**Question.** I'm comparing LDA and G0W0 levels for rock-salt PbS. G0W0 mostly moves levels further from the gap the further out they start. At Γ and X, however, the direct LDA gap is the same, 7.2 eV, and G0W0 opens it by 0.80 eV at Γ but only 0.39 eV at X. Is X badly calculated, or is something physical going on? Γ is at (0, 0, 0) in the table, X at (0.5, 0.5, 0) and L at (0.5, 0.5, 0.5).

GPAW 26.7.0, G0W0 on LDA for rock-salt PbS without spin-orbit coupling, with PAW data sets (gpaw-data 1.2.1), a 4×4×4 k mesh, a 500 eV plane-wave cutoff and 0.05 eV Fermi-Dirac smearing. The self-energy uses a plasmon-pole model, a 150 eV response cutoff and 217 bands. Each column of levels counts from its own highest filled level.

| row | state k a (reciprocal cell vector) | state k b (reciprocal cell vector) | state k c (reciprocal cell vector) | state band | state start level (eV) | state corrected level (eV) | state weight z |
| --- | --- | --- | --- | --- | --- | --- | --- |
| 1 | 0.000 | 0.000 | 0.000 | top filled | -2.173 | -2.445 | 0.754 |
| 2 | 0.000 | 0.000 | 0.000 | first empty | 5.033 | 5.560 | 0.785 |
| 3 | 0.250 | 0.250 | 0.000 | top filled | -1.749 | -1.914 | 0.771 |
| 4 | 0.250 | 0.250 | 0.000 | first empty | 2.296 | 2.617 | 0.788 |
| 5 | 0.250 | 0.250 | 0.250 | top filled | -1.195 | -1.303 | 0.771 |
| 6 | 0.250 | 0.250 | 0.250 | first empty | 2.214 | 2.504 | 0.794 |
| 7 | 0.500 | 0.250 | -0.250 | top filled | -1.013 | -1.176 | 0.765 |
| 8 | 0.500 | 0.250 | -0.250 | first empty | 2.020 | 2.380 | 0.798 |
| 9 | 0.500 | 0.250 | 0.250 | top filled | -0.826 | -0.890 | 0.777 |
| 10 | 0.500 | 0.250 | 0.250 | first empty | 1.291 | 1.526 | 0.793 |
| 11 | 0.500 | 0.500 | 0.000 | top filled | -3.471 | -3.788 | 0.742 |
| 12 | 0.500 | 0.500 | 0.000 | first empty | 3.735 | 3.812 | 0.803 |
| 13 | 0.500 | 0.500 | 0.250 | top filled | -2.258 | -2.431 | 0.769 |
| 14 | 0.500 | 0.500 | 0.250 | first empty | 2.721 | 2.995 | 0.785 |
| 15 | 0.500 | 0.500 | 0.500 | top filled | 0.000 | 0.000 | 0.785 |
| 16 | 0.500 | 0.500 | 0.500 | first empty | 0.192 | 0.373 | 0.810 |

**Answer.** Two sizes are worth remembering here. G0W0 stretches these bands by 0.07 to 0.09 eV for each eV of distance from the gap, and one state misses that rule by about a third of an eV. That state is the first empty level at X, row 12. The X point as a whole is not at fault, because its top filled level, row 11, behaves normally. A plausible reason is that row 12 is a different kind of orbital from the other low empty states.

**Why there is a simple pattern at all**

The corrected level follows from the starting level $E$ as

$$E_\text{corr} = E + Z\,\langle \Sigma(E) - v_\text{xc}\rangle .$$

Here $v_\text{xc}$ is the LDA exchange-correlation potential and $\Sigma$ is the self-energy that replaces it. The brackets mean an average over the orbital. $Z$, the state weight in the table, reduces the correction because $\Sigma$ itself changes with energy.

The LDA potential at a given point is the same for every orbital. The self-energy contains screened exchange, which depends on how an orbital overlaps with the filled ones. Within one family of bands, say those built from Pb 6p with some sulfur mixed in, this overlap can be expected to change gradually with energy. The average in the brackets then changes gradually too, and to first order it follows a straight line. Filled and empty states need separate lines, since only the filled ones belong to the set that produces the exchange.

**How large the break is**

I fitted the two lines by least squares to every row except row 12, which was left out so that the line could test it. The typical miss of the fitted rows is 0.04 eV and the worst is 0.07 eV. For the empty states the line is

$$\text{shift} \approx 0.156\ \text{eV} + 0.0694\,E .$$

For the filled states, where $E$ is negative or zero, it is $\text{shift} \approx -0.015\ \text{eV} + 0.0901\,E$.

Row 12 starts at 3.735 eV. The slope contributes $0.0694 \times 3.735 = 0.259$ eV, so the predicted rise is $0.156 + 0.259 = 0.415$ eV. The calculated rise is 0.077 eV, which is 0.34 eV too little and about nine times the typical miss.

The upper end of this line rests on a single state, the empty level at Γ. Without it the line has to be extended beyond its data to reach row 12, but the break is still 0.30 eV. Leaving out the empty L state, which the smearing has partly filled, hardly changes the result.

**Where the break comes from**

The formula leaves two places to look: the factor $Z$ and the average in the brackets. $Z$ is 0.80 for row 12 and 0.79 for the empty state at Γ, so it can't be the cause. To see the average itself, one has to undo the choice of zero, because the highest filled level also moves down by 0.05 eV. The average is then about 0.03 eV for the empty state at X and 0.61 eV at Γ. The absolute values converge slowly with bands and cutoff, so the near-zero value at X has no meaning of its own. The large difference between the two states is what counts, and it directs attention to the orbitals.

A count of neighbours shows why the orbital may differ. Each Pb atom has six S neighbours. A Pb p orbital meets two of them head-on (σ) and four side-on (π), and the two kinds of coupling have opposite signs. At Γ all neighbours are in phase, so σ and π partly cancel. At X the phase flips along one axis:

- For p orbitals across that axis, the π terms cancel among themselves and leave the σ coupling whole.
- For the p orbital along that axis, the σ term changes sign and now adds to the π terms.

Either way, Pb p and S p couple more strongly at X than at Γ. Stronger coupling pushes the bonding level down and the antibonding level up. The top filled level does lie 1.3 eV lower at X than at Γ, as it should. If the first empty level at Γ is the antibonding partner, the one at X ought to lie higher, yet it is also 1.3 eV lower. One reading is that the antibonding p state has moved up at X and a state of s or d character now lies below it.

This is an argument from theory, not a proof. The count ignores coupling between like atoms. Between Pb atoms it can pull the empty p state down at X, and between S atoms it may cause part of the drop of the filled level. Splitting the empty orbitals at Γ and X into s, p and d parts would show whether the character really changes.

Why such a state should be corrected so little is more of a guess. An empty orbital that sits where the electron density is high gets a strong LDA attraction, much of which the self-energy takes back, and so the level rises. An orbital that spreads into the space between the atoms has less of that attraction to lose. This would suit a diffuse s state better than a compact d state.

**How far to trust it**

The mesh, the number of bands and the cutoff are not converged, and errors of 0.1 eV or more are possible at such settings. I would therefore not interpret the scatter of the other rows. The break at X is far larger than that scatter, although slow convergence of this one state could account for part of it.

The LDA gap is only 0.19 eV on this mesh and may close between its points. That could alter the screening used for every state, and it makes the two lines least safe close to the band edges around L.

Spin-orbit coupling is left out, and it splits Pb 6p levels by something like an eV. It could change which state comes first at X. It also strongly reduces the gap at L, so the 0.37 eV found there is no measure of accuracy, even if it looks close to experiment.

**What to do with this**

If you only need a quick correction of the top filled and lowest empty LDA bands between the listed k points, the two lines are a reasonable start, except for the lowest empty band near X. A single rigid shift of all empty states would be worse, since their corrections differ by several tenths of an eV.

For a related solid, first ask whether the lowest empty band keeps its character across the zone. In CaS, which has the same crystal structure, both Ca s and Ca d states take part in the low empty bands, so the lowest one can change character between Γ and X. There I would start with a separate line for each kind of orbital and look for a jump wherever the lowest band changes from one to the other.
